**Removal energies along the 22-electron sequence: prediction of withheld ions**

The table holds relaxed removal energies of 3d3/2, 3p1/2 and 3p3/2 electrons from Ti to As11+, computed for spherical, spin-unpolarised Kohn-Sham atoms with BLYP and the Dirac equation. The program fits six 3d4 ions with a 1/Z-expansion form (fixed hydrogenic Z² term, linear term, constant and one decaying term) and the 3p splitting with a screened fourth-power law, compares these with a cubic, a Moseley line, a quadratic fourth root and a constant screening, and predicts five withheld ions with error bars from leave-one-out misses, model spread and rounding. The withheld energies are met within about half a bar, the worst miss being about 0.2 eV at V+, while the splitting exceeds its bar at V+, Ge10+ and As11+. The output also lists the curvature, which falls towards the hydrogenic 3.023 eV from above, the nearly linear 3p–3d gap, and the misfit of Ti, which has a different configuration and is not fitted.

Electron removal energies of the 22-electron series from Ti to As11+, computed with the radks radial solver and Libxc 1 for spherical Kohn-Sham atoms and ions (BLYP, Dirac equation, spin-unpolarised, finite nucleus). Each value is the difference in total energy when one electron is removed from the named sub-shell with full relaxation.

## Numerical check

```python
# Table: relaxed removal energies (eV) of 3d3/2, 3p1/2, 3p3/2 electrons, 22-electron sequence; radks, BLYP, Dirac, unpolarised.
# Tested: 1/Z-expansion form, near-linear 3p-3d gap, screened Z^4 spin-orbit law; prediction of withheld rows.
T = {
    'ion': ['Ti', 'V+', 'Cr2+', 'Mn3+', 'Fe4+', 'Co5+', 'Ni6+', 'Cu7+', 'Zn8+', 'Ga9+', 'Ge10+', 'As11+'],
    'Z': [22, 23, 24, 25, 26, 27, 28, 29, 30, 31, 32, 33],
    'charge': [0, 1, 2, 3, 4, 5, 6, 7, 8, 9, 10, 11],  # e
    'configuration': ['[Ar] (3d3/2)2 (4s1/2)2', '[Ar] (3d3/2)4', '[Ar] (3d3/2)4', '[Ar] (3d3/2)4', '[Ar] (3d3/2)4', '[Ar] (3d3/2)4', '[Ar] (3d3/2)4', '[Ar] (3d3/2)4', '[Ar] (3d3/2)4', '[Ar] (3d3/2)4', '[Ar] (3d3/2)4', '[Ar] (3d3/2)4'],
    'removal_energy_3d32': [9.6511, 14.879, 30.776, 50.783, 74.451, 101.56, 132.0, 165.69, 202.59, 242.66, 285.89, 332.25],  # eV
    'removal_energy_3p12': [45.79, 54.693, 76.019, 101.46, 130.57, 163.13, 199.06, 238.28, 280.77, 326.5, 375.48, 427.68],  # eV
    'removal_energy_3p32': [45.093, 53.846, 74.934, 100.09, 128.84, 161.0, 196.44, 235.1, 276.94, 321.94, 370.06, 421.31],  # eV
    'first': ['4s1/2', '3d3/2', '3d3/2', '3d3/2', '3d3/2', '3d3/2', '3d3/2', '3d3/2', '3d3/2', '3d3/2', '3d3/2', '3d3/2'],
}
HELD = [1, 3, 8, 10, 11]  # rows withheld from the fit
import numpy as np
from scipy.constants import physical_constants as pc, alpha
Ry = pc['Rydberg constant times hc in eV'][0]; K = alpha**2*Ry/54   # n^3 l(l+1) = 54 for 3p
arr = lambda k: np.array([np.nan if v is None else float(v) for v in T[k]])
Z, d, p1, p3 = arr('Z'), arr('removal_energy_3d32'), arr('removal_energy_3p12'), arr('removal_energy_3p32')
ion = T['ion']; so = p1 - p3; gap = p3 - d
fit = [i for i in range(len(Z)) if i not in HELD and '4s' not in T['configuration'][i]]  # Ti out: 3d2 4s2
z = Z[fit]; rnd = lambda v: 0.005 if v >= 100 else 0.0005
f = lambda a, n=3: ' '.join('%.*f' % (n, x) for x in a)
def pole(x, y):
    best = None
    for s in np.linspace(0, 21, 421):
        M = np.c_[x - 27, np.ones(len(x)), 1/(x - s)]; t = y - Ry*x**2/9
        c = np.linalg.lstsq(M, t, rcond=None)[0]; r = np.sum((M @ c - t)**2)
        if best is None or r < best[0]: best = (r, s, c)
    _, s, c = best
    return (lambda u: Ry*u**2/9 + c[0]*(u - 27) + c[1] + c[2]/(u - s)), 'a,b,c=%s s=%.2f' % (f(c, 2), s)
def poly(deg, pw=1.0, sc=1.0):
    def g(x, y):
        c = np.polyfit(x - 27, (y/sc)**(1/pw), deg)
        return (lambda u: sc*np.polyval(c, u - 27)**pw), 'coef in (Z-27): ' + f(c, 4)
    return g
def const(x, y):
    s = np.mean(x - (y/K)**0.25)
    return (lambda u: K*(u - s)**4), 'sigma=%.3f' % s
P = {}
def study(name, y, A, B, C, floor):
    v = y[fit]; (a, ta), (b, tb), (c, tc) = A[1](z, v), B[1](z, v), C[1](z, v)
    print('%s main %s: %s; resid eV %s' % (name, A[0], ta, f(a(z) - v)))
    print('  max|resid| eV: %s %.3f; %s %.3f (%s)' % (B[0], max(abs(b(z) - v)), C[0], max(abs(c(z) - v)), tc))
    loo = np.array([A[1](np.delete(z, j), np.delete(v, j))[0](z[j]) - v[j] for j in range(len(z))])
    print('  leave-one-out miss eV %s; Ti (not fitted) model %.3f, computed %.3f' % (f(loo), a(Z[0]), y[0]))
    for i in HELD:
        u = Z[i]; l = abs(loo[0]) if u < z[0] else abs(loo[-1]) if u > z[-1] else max(abs(loo[1:-1]))
        bar = max(l, abs(a(u) - b(u)), floor(i, a(u))); P[name, i] = (a(u), bar); m = a(u) - y[i]
        print('  %s pred %.3f +- %.3f (alt %.3f) computed %.3f miss %+.3f (%.2f%%, %.1f bars)' % (ion[i], a(u), bar, b(u), y[i], m, 100*m/y[i], abs(m)/bar))
print('fit rows:', ' '.join(ion[i] for i in fit), '; rounding +-0.0005 eV below 100 eV, +-0.005 above')
E = (('pole', pole), ('cubic', poly(3)), ('Moseley', poly(1, 2.0, Ry/9)))
study('3d3/2', d, *E, lambda i, v: rnd(v))
study('3p3/2', p3, *E, lambda i, v: rnd(v))
study('split', so, ('linear 4th root', poly(1, 4.0, K)), ('quadratic root', poly(2, 4.0, K)), ('constant sigma', const), lambda i, v: 2*rnd(P['3p3/2', i][0]))
for i in HELD:
    q = P['3p3/2', i][0] + P['split', i][0]; g = P['3p3/2', i][0] - P['3d3/2', i][0]
    print('%s 3p1/2 pred %.3f +- %.3f comp %.3f miss %+.3f; gap pred %.2f comp %.2f; first %s' % (ion[i], q, P['3p3/2', i][1] + P['split', i][1], p1[i], q - p1[i], g, gap[i], T['first'][i]))
curv = lambda y: 2*np.diff(np.diff(y[fit])/np.diff(z))/(z[2:] - z[:-2])
print('curvature eV at mean Z %s; hydrogenic 2Ry/9 = %.3f; rounding up to 0.02' % (f((z[2:] + z[1:-1] + z[:-2])/3, 2), 2*Ry/9))
print('  3d3/2 %s | 3p3/2 %s' % (f(curv(d)), f(curv(p3))))
cg = np.polyfit(z, gap[fit], 1)
print('gap 3p3/2-3d3/2 eV %s; local slopes %s' % (f(gap[fit], 2), f(np.diff(gap[fit])/np.diff(z))))
print('  line slope %.3f eV/Z, resid %s; Ti gap %.3f, line %.3f' % (cg[0], f(np.polyval(cg, z) - gap[fit], 2), gap[0], np.polyval(cg, Z[0])))
print('split eV %s; sigma_SO %s' % (f(so[fit]), f(z - (so[fit]/K)**0.25, 2)))
print('  Ti split %.3f eV sigma %.2f; bare-Z exponent of split %.2f' % (so[0], Z[0] - (so[0]/K)**0.25, np.polyfit(np.log(z), np.log(so[fit]), 1)[0]))
print('screening Z-3sqrt(E/Ry): 3d %s | 3p3/2 %s' % (f(z - 3*np.sqrt(d[fit]/Ry), 2), f(z - 3*np.sqrt(p3[fit]/Ry), 2)))
print('ratio last/first fit row: 3d %.2f, 3p3/2 %.2f, gap %.2f, split %.2f' % tuple(y[fit[-1]]/y[fit[0]] for y in (d, p3, gap, so)))
assert all(d[i] < p3[i] < p1[i] for i in fit + [0])
assert all(curv(d) > 2*Ry/9) and all(np.diff(curv(d)) < 0)
assert 0.95 < np.polyfit(z, (so[fit]/K)**0.25, 1)[0] < 1.15
assert all(T['first'][i] == '3d3/2' for i in fit)
```

It prints:

```
fit rows: Cr2+ Fe4+ Co5+ Ni6+ Cu7+ Ga9+ ; rounding +-0.0005 eV below 100 eV, +-0.005 above
3d3/2 main pole: a,b,c=-51.30 -1016.06 156.30 s=16.95; resid eV -0.000 0.002 -0.002 -0.003 0.004 -0.001
  max|resid| eV: cubic 0.019; Moseley 3.914 (coef in (Z-27): 1.1628 8.1201)
  leave-one-out miss eV -0.114 0.008 -0.003 -0.004 0.007 -0.036; Ti (not fitted) model 3.074, computed 9.651
  V+ pred 14.687 +- 0.366 (alt 14.321) computed 14.879 miss -0.192 (-1.29%, 0.5 bars)
  Mn3+ pred 50.798 +- 0.053 (alt 50.851) computed 50.783 miss +0.015 (0.03%, 0.3 bars)
  Zn8+ pred 202.594 +- 0.034 (alt 202.628) computed 202.590 miss +0.004 (0.00%, 0.1 bars)
  Ge10+ pred 285.861 +- 0.151 (alt 285.709) computed 285.890 miss -0.029 (-0.01%, 0.2 bars)
  As11+ pred 332.178 +- 0.479 (alt 331.699) computed 332.250 miss -0.072 (-0.02%, 0.2 bars)
3p3/2 main pole: a,b,c=-46.55 -953.19 115.21 s=17.50; resid eV -0.000 0.004 -0.007 -0.002 0.006 -0.002
  max|resid| eV: cubic 0.022; Moseley 1.152 (coef in (Z-27): 1.0791 10.3030)
  leave-one-out miss eV -0.234 0.020 -0.010 -0.004 0.013 -0.062; Ti (not fitted) model 36.824, computed 45.093
  V+ pred 53.651 +- 0.376 (alt 53.275) computed 53.846 miss -0.195 (-0.36%, 0.5 bars)
  Mn3+ pred 100.099 +- 0.053 (alt 100.153) computed 100.090 miss +0.009 (0.01%, 0.2 bars)
  Zn8+ pred 276.951 +- 0.032 (alt 276.983) computed 276.940 miss +0.011 (0.00%, 0.3 bars)
  Ge10+ pred 370.043 +- 0.143 (alt 369.900) computed 370.060 miss -0.017 (-0.00%, 0.1 bars)
  As11+ pred 421.247 +- 0.454 (alt 420.793) computed 421.310 miss -0.063 (-0.01%, 0.1 bars)
split main linear 4th root: coef in (Z-27): 1.0403 19.9806; resid eV -0.001 -0.003 0.008 -0.000 -0.002 -0.002
  max|resid| eV: quadratic root 0.007; constant sigma 0.108 (sigma=6.999)
  leave-one-out miss eV -0.002 -0.004 0.010 -0.000 -0.002 -0.006; Ti (not fitted) model 0.640, computed 0.697
  V+ pred 0.840 +- 0.002 (alt 0.842) computed 0.847 miss -0.007 (-0.79%, 3.1 bars)
  Mn3+ pred 1.377 +- 0.010 (alt 1.378) computed 1.370 miss +0.007 (0.54%, 0.7 bars)
  Zn8+ pred 3.821 +- 0.010 (alt 3.822) computed 3.830 miss -0.009 (-0.23%, 0.8 bars)
  Ge10+ pred 5.395 +- 0.010 (alt 5.404) computed 5.420 miss -0.025 (-0.45%, 2.5 bars)
  As11+ pred 6.344 +- 0.016 (alt 6.359) computed 6.370 miss -0.026 (-0.41%, 1.7 bars)
V+ 3p1/2 pred 54.491 +- 0.378 comp 54.693 miss -0.202; gap pred 38.96 comp 38.97; first 3d3/2
Mn3+ 3p1/2 pred 101.477 +- 0.063 comp 101.460 miss +0.017; gap pred 49.30 comp 49.31; first 3d3/2
Zn8+ 3p1/2 pred 280.773 +- 0.042 comp 280.770 miss +0.003; gap pred 74.36 comp 74.35; first 3d3/2
Ge10+ 3p1/2 pred 375.438 +- 0.153 comp 375.480 miss -0.042; gap pred 84.18 comp 84.17; first 3d3/2
As11+ 3p1/2 pred 427.591 +- 0.470 comp 427.680 miss -0.089; gap pred 89.07 comp 89.06; first 3d3/2
curvature eV at mean Z 25.67 27.00 28.00 29.33; hydrogenic 2Ry/9 = 3.023; rounding up to 0.02
  3d3/2 3.514 3.331 3.250 3.197 | 3p3/2 3.471 3.280 3.220 3.173
gap 3p3/2-3d3/2 eV 44.16 54.39 59.44 64.44 69.41 79.28; local slopes 5.116 5.051 5.000 4.970 4.935
  line slope 5.016 eV/Z, resid 0.14 -0.06 -0.09 -0.08 -0.03 0.13; Ti gap 35.442, line 34.267
split eV 1.085 1.730 2.130 2.620 3.180 4.560; sigma_SO 7.14 7.05 7.04 6.98 6.94 6.86
  Ti split 0.697 eV sigma 6.90; bare-Z exponent of split 5.61
screening Z-3sqrt(E/Ry): 3d 19.49 18.98 18.80 18.66 18.53 18.33 | 3p3/2 16.96 16.77 16.68 16.60 16.53 16.41
ratio last/first fit row: 3d 7.88, 3p3/2 4.30, gap 1.80, split 4.20
```
